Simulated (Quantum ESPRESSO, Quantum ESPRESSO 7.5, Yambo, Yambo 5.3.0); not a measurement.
# The band gap of anatase TiO2 from G0W0 on PBE: band sum, screening cutoff and core correction

## Experiment

The reference is an indirect band gap of 3.2 eV for anatase TiO2, quoted as an experimental literature value in "Emerging giant resonant exciton induced by Ta-substitution in anatase TiO$_{2}$: a tunable correlation effect" (2016, arXiv:1605.06887). The value comes from earlier work; method, temperature and sample are not given with it. A figure of this kind for anatase is usually a rounded optical absorption edge at room temperature. If that is its origin, it marks the onset of indirect optical transitions and not the energy difference between separately adding an electron and removing one, which is what a quasiparticle calculation describes. It therefore serves here as a practical reference for the gap, with its identity as a fundamental gap left open to doubt.

| compared with | measured | source's wording or label | method |
| --- | --- | --- | --- |
| gap (eV) | 3.2 | indirect band gap, quoted experimental value | not stated |

Conditions are those given with the value in the passage it was taken from; "not stated" means there, and the paper may say more elsewhere. The values are a selection: others may have been left out beforehand as unlike or outlying.

## Plan

The aim is the fundamental gap of the perfect crystal, calculated in the six-atom primitive cell at the deposited structure. Agreement within 0.15 eV is taken as success: this is tight enough to expose the usual semilocal gap error, yet does not demand more than a rounded edge and a one-shot quasiparticle calculation can reasonably support.

The suitable level is $G_0W_0$. PBE supplies the orbitals and the position of the band edges, but its own gap is expected to be far too small, because semilocal Kohn–Sham eigenvalues lack the derivative discontinuity. Static COHSEX would be simpler than a dynamical self-energy, but it usually opens gaps too far.

The lattice is static. Zero-point and thermal motion would lower the calculated gap, and an optical onset would lie lower still by the exciton binding, so a sound quasiparticle gap should come out somewhat above 3.2 eV. The main numerical concern is the joint convergence of the band sums and the screening cutoff, which is slow in a titanium oxide; the checks are directed there.

System: anatase TiO2; I4_1/amd (no. 141), 6 atoms in the primitive cell, vectors 5.458, 5.458, 5.458 A, volume 68.1 A^3; as deposited in the Crystallography Open Database; all runs with Quantum ESPRESSO and Yambo.

On the selection of runs and values: All runs are for a static lattice: zero-point motion and temperature are left out, which lower the gap, and markedly so with atoms this light. 1 compiled value from printed reference works is not shown beside the papers' values.

## 1. Quasiparticle gap with two band sums

The PBE band path locates the edges and provides the starting gap. On it are laid two $G_0W_0$ calculations: one with 202 bands and a 13 Ry screening cutoff, the other with a longer sum of 308 bands at 9 Ry. They weight the two slow parameters differently, so their difference gives a first view of the numerical spread, though not yet a separation of the two effects. A gap some tenths of an eV above the quoted edge is expected from both.

**Run 1.** Quantum ESPRESSO 7.5: PBE, cutoff 76 Ry, edges along the band path.

Key lines of the input:
```
# [shortened: structure, files and lists of points are left out]
&control
calculation = 'bands'
&system
ibrav = 0
nat = 6
ntyp = 2
ecutwfc = 76.0
nbnd = 30
force_symmorphic = .true.
&electrons
conv_thr = 1e-9
electron_maxstep = 80
diago_full_acc = .true.
diago_thr_init = 5e-6
76
```

Command:
```
OMP_NUM_THREADS=1 mpirun -n 8 pw.x -nk 8 -in pw.in > pw.out
```

Selected lines of the output and, marked #, of the analysis:
```
# analysis script: read from the band table, by band index: gap 2.1411 eV, least direct gap 2.4917 eV.
```

Converged; 15 s on 8 cores of Arm Neoverse V2, shared host.

**Run 2.** Yambo 5.3.0: G0W0 on PBE, 4x4x4 k mesh, 202 bands, screening cutoff 13 Ry, Godby-Needs plasmon pole; its shift of the gap on the mesh laid on the gap along the path.

Key lines of the input:
```
# [shortened: structure, files and lists of points are left out]
# k mesh 4x4x4, set in another file
HF_and_locXC
gw0
dyson
ppa
em1d
rim_cut
RandQpts= 1000000
RandGvec= 1 RL
EXXRLvcs= 76 Ry
VXCRLvcs= 304 Ry
Chimod= "HARTREE"
% BndsRnXp  1 | 202 |  %
NGsBlkXp= 13 Ry
% LongDrXp  1 | 1 | 1 |  %
% GbndRnge  1 | 202 |  %
DysSolver= "n"
ExtendOut
PPAPntXp= 27.21138 eV
% QPkrange  3 | 3 | 23 | 26 |  1 | 1 | 23 | 26 |  9 | 9 | 23 | 26 |  %
```

Command:
```
OMP_NUM_THREADS=1 mpirun -n 8 yambo -F gw2.in -J gw2 -C gw2 > gw2.log
```

Selected lines of the output and, marked #, of the analysis:
```
# analysis script: lines selected from a longer output.
# analysis script: read from the table of levels: gap on the mesh 2.189 eV at the start, 3.665 eV after, quasiparticle edges at (2.96e-16, 4.06e-16, -0.5) and (0, 0, 0).
# analysis script: sum: the start's gap over the zone plus this shift: 3.617 eV.
```

Converged; 10 min, same machine (sum of 2 steps, without other runs it builds on). Warnings: noted by the analysis, not by the program: the start's gap on this mesh lies 0.05 eV above its gap over the zone, so the shift may be read at other states than the band edges; noted by the analysis, not by the program: band sum short: empty bands reach under 150 eV, the gap is not settled in them.

**Run 3.** Yambo 5.3.0: G0W0 on PBE, 4x4x4 k mesh, 308 bands, screening cutoff 9 Ry, Godby-Needs plasmon pole; its shift of the gap on the mesh laid on the gap along the path.

Key lines of the input, as changed from run 2:
```diff
- % BndsRnXp  1 | 202 |  %
- NGsBlkXp= 13 Ry
+ % BndsRnXp  1 | 308 |  %
+ NGsBlkXp= 9 Ry
- % GbndRnge  1 | 202 |  %
+ % GbndRnge  1 | 308 |  %
```

Command:
```
OMP_NUM_THREADS=2 mpirun -n 2 yambo -F gw6.in -J gw6 -C gw6 > gw6.log
```

Selected lines of the output and, marked #, of the analysis:
```
# analysis script: read from the table of levels: gap on the mesh 2.189 eV at the start, 3.611 eV after, quasiparticle edges at (2.96e-16, 4.06e-16, -0.5) and (0, 0, 0).
```

Converged; 24 min on 4 cores of Arm Neoverse V1, shared host (sum of 2 steps, without other runs it builds on). Warnings: noted by the analysis, not by the program: the start's gap on this mesh lies 0.05 eV above its gap over the zone, so the shift may be read at other states than the band edges.

| quantity | run 1 | run 2 | run 3 | measured |
| --- | --- | --- | --- | --- |
| gap (eV) | 2.141 | 3.617 | 3.563 | 3.2 |
| direct gap (eV) | 2.492 | – | – |  |
| kind | indirect | – | – |  |
| GW-level gap on mesh (eV) | – | 3.665 | 3.611 |  |

PBE gives an indirect gap of 2.141 eV, more than 1 eV below the reference. The two $G_0W_0$ calculations raise it to 3.617 and 3.563 eV. Both therefore miss the 0.15 eV target on the high side, the side expected for a static quasiparticle gap set against an optical edge.

The two results differ by only 0.054 eV, but bands and screening cutoff changed together, so opposing effects may be hidden in that difference. The analysis also flags the 202-band sum as too short to settle the gap. A further reservation concerns the mesh: its least PBE gap is 2.189 eV, slightly above the path value, so the quasiparticle shift is taken near the true band edges and not exactly at them.

## 2. Band sum, core correction and static screening

A 156-band calculation at 9 Ry isolates the effect of the band sum when set against the 308-band result. At 202 bands and 13 Ry, the nonlinear core correction is then switched on, which tests how the exchange-correlation term removed from the PBE levels treats the core density. This matters for titanium, whose semicore shells overlap the frozen core; the sign of the change is not obvious beforehand.

One-shot COHSEX at the same bands and cutoff supplies the neighbouring level. Its static screening is expected to give a clearly wider gap than $G_0W_0$.

**Run 4.** Yambo 5.3.0: G0W0 on PBE, 4x4x4 k mesh, 156 bands, screening cutoff 9 Ry, Godby-Needs plasmon pole; its shift of the gap on the mesh laid on the gap along the path.

Key lines of the input, as changed from run 3:
```diff
- % BndsRnXp  1 | 308 |  %
+ % BndsRnXp  1 | 156 |  %
- % GbndRnge  1 | 308 |  %
+ % GbndRnge  1 | 156 |  %
```

Command:
```
OMP_NUM_THREADS=2 mpirun -n 2 yambo -F gw4.in -J gw4 -C gw4 > gw4.log
```

Selected lines of the output and, marked #, of the analysis:
```
# analysis script: lines selected from a longer output.
# analysis script: read from the table of levels: gap on the mesh 2.189 eV at the start, 3.673 eV after, quasiparticle edges at (2.96e-16, 4.06e-16, -0.5) and (0, 0, 0).
# analysis script: sum: the start's gap over the zone plus this shift: 3.626 eV.
```

Converged; 13 min, same machine (sum of 2 steps, without other runs it builds on). Warnings: noted by the analysis, not by the program: the start's gap on this mesh lies 0.05 eV above its gap over the zone, so the shift may be read at other states than the band edges; noted by the analysis, not by the program: band sum short: empty bands reach under 150 eV, the gap is not settled in them.

**Run 5.** Yambo 5.3.0: G0W0 on PBE, 4x4x4 k mesh, 202 bands, screening cutoff 13 Ry, Godby-Needs plasmon pole, with «BndsRnXp  1 202», with «GbndRnge  1 202», with «UseNLCC»; its shift of the gap on the mesh laid on the gap along the path.

Key lines of the input, as changed from run 2:
```diff
+ UseNLCC
```

Command:
```
OMP_NUM_THREADS=1 mpirun -n 8 yambo -F gw6.in -J gw6,gw2_W -C gw6 > gw6.log
```

Selected lines of the output and, marked #, of the analysis:
```
# analysis script: sum: the start's gap over the zone plus this shift: 3.548 eV.
```

Converged; 3.5 min on 8 cores of Arm Neoverse V2, shared host (sum of 2 steps, without other runs it builds on). Warnings: noted by the analysis, not by the program: the start's gap on this mesh lies 0.05 eV above its gap over the zone, so the shift may be read at other states than the band edges; noted by the analysis, not by the program: band sum short: empty bands reach under 150 eV, the gap is not settled in them.

**Run 6.** Yambo 5.3.0: one-shot COHSEX on PBE, 4x4x4 k mesh, 202 bands, screening cutoff 13 Ry, static; its shift of the gap on the mesh laid on the gap along the path.

Key lines of the input, as changed from run 2:
```diff
- ppa
- em1d
+ cohsex
+ em1s
- % BndsRnXp  1 | 202 |  %
- NGsBlkXp= 13 Ry
- % LongDrXp  1 | 1 | 1 |  %
+ % BndsRnXs  1 | 202 |  %
+ NGsBlkXs= 13 Ry
+ % LongDrXs  1 | 1 | 1 |  %
- PPAPntXp= 27.21138 eV
```

Command:
```
OMP_NUM_THREADS=1 mpirun -n 8 yambo -F gw4.in -J gw4 -C gw4 > gw4.log
```

Selected lines of the output and, marked #, of the analysis:
```
# analysis script: sum: the start's gap over the zone plus this shift: 4.141 eV.
```

Converged; 7.4 min, same machine (sum of 2 steps, without other runs it builds on). Warnings: noted by the analysis, not by the program: the start's gap on this mesh lies 0.05 eV above its gap over the zone, so the shift may be read at other states than the band edges; noted by the analysis, not by the program: band sum short: empty bands reach under 150 eV, the gap is not settled in them.

| quantity | run 4 | run 5 | run 6 | measured |
| --- | --- | --- | --- | --- |
| gap (eV) | 3.626 | 3.548 | 4.141 | 3.2 |
| GW-level gap on mesh (eV) | 3.673 | 3.595 | 4.189 |  |

At 9 Ry, lengthening the band sum from 156 to 308 bands lowers the gap from 3.626 to 3.563 eV. The change of 0.063 eV is modest beside the miss, but it doesn't show that the sum has settled at 308 bands.

Including the nonlinear core correction at 202 bands and 13 Ry lowers the gap by about 0.07 eV, from 3.617 to 3.548 eV. How the core density enters the subtracted exchange-correlation term thus matters about as much as this extension of the band sum. Both changes move the result towards the reference, yet each is much smaller than the remaining difference of 0.348 eV. They were found at different settings, and their sum is not taken as a corrected gap.

One-shot COHSEX gives 4.141 eV, 0.524 eV above $G_0W_0$ at the same bands and cutoff without the core correction. The static approximation overshoots, as anticipated, and is no substitute for the dynamical self-energy here.

## 3. Screening cutoff at a fixed band sum

The runs above do not show the effect of the screening cutoff apart from that of the band sum. Two $G_0W_0$ calculations with 95 bands, at 9 and 15 Ry, isolate it and extend the test above the 13 Ry used so far. The short band sum makes their absolute gaps less suitable for the verdict, so only their difference is of interest. It is expected to be small beside the distance from the reference, though bands and cutoff are coupled and the response may differ with a longer sum.

**Run 7.** Yambo 5.3.0: G0W0 on PBE, 4x4x4 k mesh, 95 bands, screening cutoff 9 Ry, Godby-Needs plasmon pole; its shift of the gap on the mesh laid on the gap along the path.

Key lines of the input, as changed from run 3:
```diff
- % BndsRnXp  1 | 308 |  %
+ % BndsRnXp  1 | 95 |  %
- % GbndRnge  1 | 308 |  %
+ % GbndRnge  1 | 95 |  %
```

Command:
```
OMP_NUM_THREADS=2 mpirun -n 2 yambo -F gw3.in -J gw3 -C gw3 > gw3.log
```

Converged; 8.4 min on 4 cores of Arm Neoverse V1, shared host (sum of 2 steps, without other runs it builds on). Warnings: noted by the analysis, not by the program: the start's gap on this mesh lies 0.05 eV above its gap over the zone, so the shift may be read at other states than the band edges; noted by the analysis, not by the program: band sum short: empty bands reach under 150 eV, the gap is not settled in them.

**Run 8.** Yambo 5.3.0: G0W0 on PBE, 4x4x4 k mesh, 95 bands, screening cutoff 15 Ry, Godby-Needs plasmon pole; its shift of the gap on the mesh laid on the gap along the path.

Key lines of the input, as changed from run 7:
```diff
- NGsBlkXp= 9 Ry
+ NGsBlkXp= 15 Ry
```

Command:
```
OMP_NUM_THREADS=2 mpirun -n 2 yambo -F gw10.in -J gw10 -C gw10 > gw10.log
```

Converged; 14 min, same machine (sum of 2 steps, without other runs it builds on). Warnings: noted by the analysis, not by the program: the start's gap on this mesh lies 0.05 eV above its gap over the zone, so the shift may be read at other states than the band edges; noted by the analysis, not by the program: band sum short: empty bands reach under 150 eV, the gap is not settled in them.

| quantity | run 7 | run 8 | measured |
| --- | --- | --- | --- |
| gap (eV) | 3.684 | 3.671 | 3.2 |
| GW-level gap on mesh (eV) | 3.732 | 3.718 |  |

Raising the screening cutoff from 9 to 15 Ry at 95 bands lowers the gap by only 0.013 eV, from 3.684 to 3.671 eV. With this short band sum the cutoff is a minor matter; with a longer sum, which can make use of more screening components, the response may be larger.

The 9 Ry result also extends the band series downwards. The gap falls by 0.058 eV between 95 and 156 bands and by a further 0.063 eV between 156 and 308. The second step adds many more bands than the first, so the gain per band is shrinking, but the series has not levelled off. The band sum is therefore the more important of the two numerical limits in these tests, and the gap at 308 bands still carries an error of unknown size from it.

## Summary of runs

| run | settings | gap (eV) | deviation | cost |
| --- | --- | --- | --- | --- |
| 1 | Quantum ESPRESSO: PBE, cutoff 76 Ry, edges along the band path | 2.141 | −1.059 | 2 core-min |
| 2 | Yambo: G0W0 on PBE, 4x4x4 k mesh, 202 bands, screening cutoff 13 Ry, Godby-Needs plasmon pole | 3.617 | +0.417 | 83 core-min |
| 3 | Yambo: G0W0 on PBE, 4x4x4 k mesh, 308 bands, screening cutoff 9 Ry, Godby-Needs plasmon pole, its shift of the gap on the mesh laid on the gap along the path | 3.563 | +0.363 | 1.6 core-h |
| 4 | Yambo: G0W0 on PBE, 4x4x4 k mesh, 156 bands, screening cutoff 9 Ry, Godby-Needs plasmon pole, its shift of the gap on the mesh laid on the gap along the path | 3.626 | +0.426 | 51 core-min |
| 5 | Yambo: G0W0 on PBE, 4x4x4 k mesh, 202 bands, screening cutoff 13 Ry, Godby-Needs plasmon pole, with «BndsRnXp  1 202», with «GbndRnge  1 202», with «UseNLCC» | 3.548 | +0.348 | 28 core-min |
| 6 | Yambo: one-shot COHSEX on PBE, 4x4x4 k mesh, 202 bands, screening cutoff 13 Ry, static, its shift of the gap on the mesh laid on the gap along the path | 4.141 | +0.941 | 60 core-min |
| 7 | Yambo: G0W0 on PBE, 4x4x4 k mesh, 95 bands, screening cutoff 9 Ry, Godby-Needs plasmon pole, its shift of the gap on the mesh laid on the gap along the path | 3.684 | +0.484 | 33 core-min |
| 8 | Yambo: G0W0 on PBE, 4x4x4 k mesh, 95 bands, screening cutoff 15 Ry, Godby-Needs plasmon pole, its shift of the gap on the mesh laid on the gap along the path | 3.671 | +0.471 | 56 core-min |
|  | measured | 3.2 |  |  |

Further runs on the same system, made beside this series (convergence steps with loose settings among them):

| further | settings | gap (eV) | deviation | cost | status |
| --- | --- | --- | --- | --- | --- |
| F1 | Yambo: one-shot Hartree-Fock on PBE, 4x4x4 k mesh, its shift of the gap on the mesh laid on the gap along the path | 14.382 | +11.182 | 15 core-min | warnings: noted by the analysis, not by the program: the start's gap on this … |
| F2 | Yambo: G0W0 on PBE, 4x4x4 k mesh, 40 bands, screening cutoff 9 Ry, Godby-Needs plasmon pole, its shift of the gap on the mesh laid on the gap along the path | 3.822 | +0.622 | 16 core-min | warnings: noted by the analysis, not by the program: the start's gap on this …; noted by the analysis, not by the program: band sum short: empty … |
| F3 | Yambo: G0W0 on PBE, 4x4x4 k mesh, 78 bands, screening cutoff 7 Ry, Godby-Needs plasmon pole, its shift of the gap on the mesh laid on the gap along the path | 3.671 | +0.471 | 36 core-min | warnings: noted by the analysis, not by the program: the start's gap on this …; noted by the analysis, not by the program: band sum short: empty … |
| F4 | Yambo: G0W0 on PBE, 4x4x4 k mesh, 95 bands, screening cutoff 7.5 Ry, Godby-Needs plasmon pole, its shift of the gap on the mesh laid on the gap along the path | 3.671 | +0.471 | 21 core-min | warnings: noted by the analysis, not by the program: the start's gap on this …; noted by the analysis, not by the program: band sum short: empty … |
| F5 | Yambo: G0W0 on PBE, 4x4x4 k mesh, 95 bands, screening cutoff 4 Ry, Godby-Needs plasmon pole, its shift of the gap on the mesh laid on the gap along the path | 3.738 | +0.538 | 29 core-min | warnings: noted by the analysis, not by the program: the start's gap on this …; noted by the analysis, not by the program: band sum short: empty … |
| F6 | Yambo: G0W0 on PBE, 4x4x4 k mesh, 95 bands, screening cutoff 12 Ry, Godby-Needs plasmon pole, its shift of the gap on the mesh laid on the gap along the path | 3.670 | +0.470 | 41 core-min | warnings: noted by the analysis, not by the program: the start's gap on this …; noted by the analysis, not by the program: band sum short: empty … |
| F7 | Yambo: G0W0 on PBE, 4x4x4 k mesh, 178 bands, screening cutoff 13 Ry, Godby-Needs plasmon pole, its shift of the gap on the mesh laid on the gap along the path | 3.625 | +0.425 | 79 core-min | warnings: noted by the analysis, not by the program: the start's gap on this …; noted by the analysis, not by the program: band sum short: empty … |
| F8 | Quantum ESPRESSO: PBE, cutoff 76 Ry, levels on a 2x2x2 k mesh alone, solved in the density of the self-consistent run | 2.189 | −1.011 | under 1 core-min |  |
| F9 | Quantum ESPRESSO: PBE, cutoff 76 Ry, levels on a 10x10x10 k mesh alone, solved in the density of the self-consistent run | 2.158 | −1.042 | 3.2 core-min |  |
|  | measured | 3.2 |  |  |  |

## Verdict

The $G_0W_0$ gap misses the target of 0.15 eV. The calculation with the longest band sum, 308 bands, gives 3.563 eV, which is 0.363 eV above the quoted 3.2 eV, at a cost of 1.6 core-hours. PBE falls 1.059 eV short and static COHSEX overshoots by 0.941 eV, so $G_0W_0$ is the closest of these levels, though not within the limit.

The band series was the most useful check: longer sums lower the gap, and 308 bands do not show the end of that fall. At 95 bands, cutoffs from 7.5 to 15 Ry keep the gap between 3.670 and 3.684 eV, without a steady trend and with 9 Ry the highest, so the 15 Ry calculation added little. That does not settle the cutoff for long sums: 178 bands at 13 Ry give 3.625 eV, level with only 156 bands at 9 Ry, which hints that a higher cutoff may raise the gap there. A cutoff test at 308 bands is not shown in this report. Including the core correction lowers the gap by about 0.07 eV at 202 bands. This is a sensitivity to the treatment of the core, not a better result: with the core density in the subtracted term, the semilocal core–valence exchange-correlation is removed, and the valence-only self-energy does not replace it.

Lattice motion, absent here, would lower the calculated gap, by roughly one or a few tenths of an eV. If the reference is an optical onset, exciton binding also places it below the quasiparticle gap, perhaps by up to a tenth or two. Together these could account for much of the excess, but neither is shown in this report, so this is an argument and not a result. Updating the levels in $G$ would usually widen the gap and the miss.

The denser-mesh behaviour of the $G_0W_0$ shift and the pseudopotential error are not shown in this report. The reference is most likely the conventional room-temperature optical edge rather than a quasiparticle gap, so part of the miss probably lies in the pairing; quoted without a stated method, it cannot decide how much of the difference is an error of $G_0W_0$. A calculation of the electron–phonon shift would be the most informative next step.

[Logs are printed without paths, hosts, clocks, repeated set-up lines and the standing remarks that a program may print on its own settings, such as how far it seeks lower states.]

[The runs shown are a pick from a larger set of finished runs; failed, doubtful and other runs were left out of it ahead of writing. So were measured values far from every level or from commonly accepted values, and agreement can look better than it is. Lines of input and output are excerpts and may be shortened.]

[Where Ansatz stands beside ABINIT at settings called matched, ABINIT's density can come from a denser mesh and the files from another edition; pairs whose starting gaps differed by over 0.03 eV were left out, so agreement reads better than it is.]
